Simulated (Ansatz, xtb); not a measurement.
## Two isomers of BGeH5Te

Structure X: `B[Te][GeH3]`, a singlet. Structure Y: `[BH2-]1[GeH2][TeH+]1`, a singlet. Both are isolated molecules in the gas phase, relaxed with PBE-D3(BJ)/def2-SVP; the shapes shown needn't be the lowest conformers.

X (Å):

```xyz
8

B    -2.0008   -0.3183    2.9946
Ge    0.0112    2.1888    1.5040
Te   -2.4380    1.5621    2.1161
H    -0.8601   -0.7236    3.0547
H    -2.9532   -0.9385    3.4193
H     0.1160    2.3966   -0.0290
H     0.9217    1.0249    1.9640
H     0.3958    3.5064    2.2253
```

Y (Å):

```tsv
atom	x (Å)	y (Å)	z (Å)
B	0.6911	1.1010	-0.2808
Ge	-0.2333	-0.6316	0.2635
Te	-1.6238	1.6564	-0.2797
H	-0.7206	-0.9955	1.6956
H	-0.8522	-1.6501	-0.7366
H	-1.6908	2.0302	1.3598
H	1.0290	1.1320	-1.4490
H	1.2719	1.7320	0.5773
```

Quicker runs give these differences E(Y) − E(X): GFN2-xTB +0.223 eV; HF/STO-3G +1.873 eV (at GFN2-xTB geometries); r2SCAN-D4/def2-SVP +0.454 eV (at GFN2-xTB geometries).

Problem. Estimate E(Y) − E(X) at the level CCSD(T)/def2-TZVP.

Solution. Calculated at CCSD(T)/def2-TZVP: E(Y) − E(X) = +0.471 eV, so structure X lies lower.

How the difference moves with the method:

```
              level             geometry  E(Y) − E(X) (eV)  departure from the last row (eV)  job, with rough time for the two
           GFN2-xTB             GFN2-xTB              +0.223                            −0.247              optimisation, 0.44 s
          HF/STO-3G             GFN2-xTB              +1.873                            +1.402               single point, 1.3 s
 r2SCAN-D4/def2-SVP             GFN2-xTB              +0.454                            −0.017                 single point, 3 s
PBE-D3(BJ)/def2-SVP  PBE-D3(BJ)/def2-SVP              +0.240                            −0.231                optimisation, 67 s
       HF/def2-TZVP  PBE-D3(BJ)/def2-SVP              +0.954                            +0.483           part of the CCSD(T) run
      MP2/def2-TZVP  PBE-D3(BJ)/def2-SVP              +0.444                            −0.026           part of the CCSD(T) run
  CCSD(T)/def2-TZVP  PBE-D3(BJ)/def2-SVP              +0.471                                               single point, 2.1 min
```

As drawn, Y has 1 B–Ge, 1 Te–H in place of 1 Ge–H. Structure X has no ring, Y a 3-membered ring.

The levels shown agree on the order. The largest departure from CCSD(T)/def2-TZVP is that of HF/STO-3G, 1.402 eV.

With harmonic frequencies from PBE-D3(BJ)/def2-SVP (ideal gas, rigid rotor, one conformer each, 298.15 K, 1 atm): on the last row, ΔE + ΔZPE = +0.458 eV. A mode under 50 cm⁻¹ makes harmonic enthalpies and free energies unreliable, so none is given.

The correlated steps freeze 14 core orbitals; the filled d shell of Ge and Te is correlated, in a basis made for valence electrons. Atoms past krypton carry core potentials in the def2 sets, other sets are all-electron and non-relativistic, and no spin–orbit term is included. Programs: Ansatz 0.2.0, xtb 6.7.1; the last row on 2 threads of Intel(R) Xeon(R) Processor @ 2.70GHz on a shared host.

The open chain X lies below the ring Y by 0.471 eV, and zero-point energy barely changes this. Y is higher even though it has one more formal bond, because that bond is bought dearly. In X, boron is trigonal and coplanar with the Te–Ge bond, so a tellurium lone pair can donate into its empty p orbital, in keeping with the short B–Te contact. In Y, boron is four-coordinate and tellurium binds it through a longer, essentially dative σ bond, so the formal charges overstate the real charge separation. A Ge–H bond also gives way to a weaker Te–H bond, and the three-membered ring adds strain. Together these probably outweigh the new B–Ge bond, though the energies don't separate the contributions.

Electron correlation roughly halves the Hartree–Fock gap in the same basis, probably because the compact ring, with its extra bond and dative contact, gains more correlation energy. The energy difference gives no barrier to ring opening or hydrogen migration, so it doesn't settle whether Y could persist once formed.
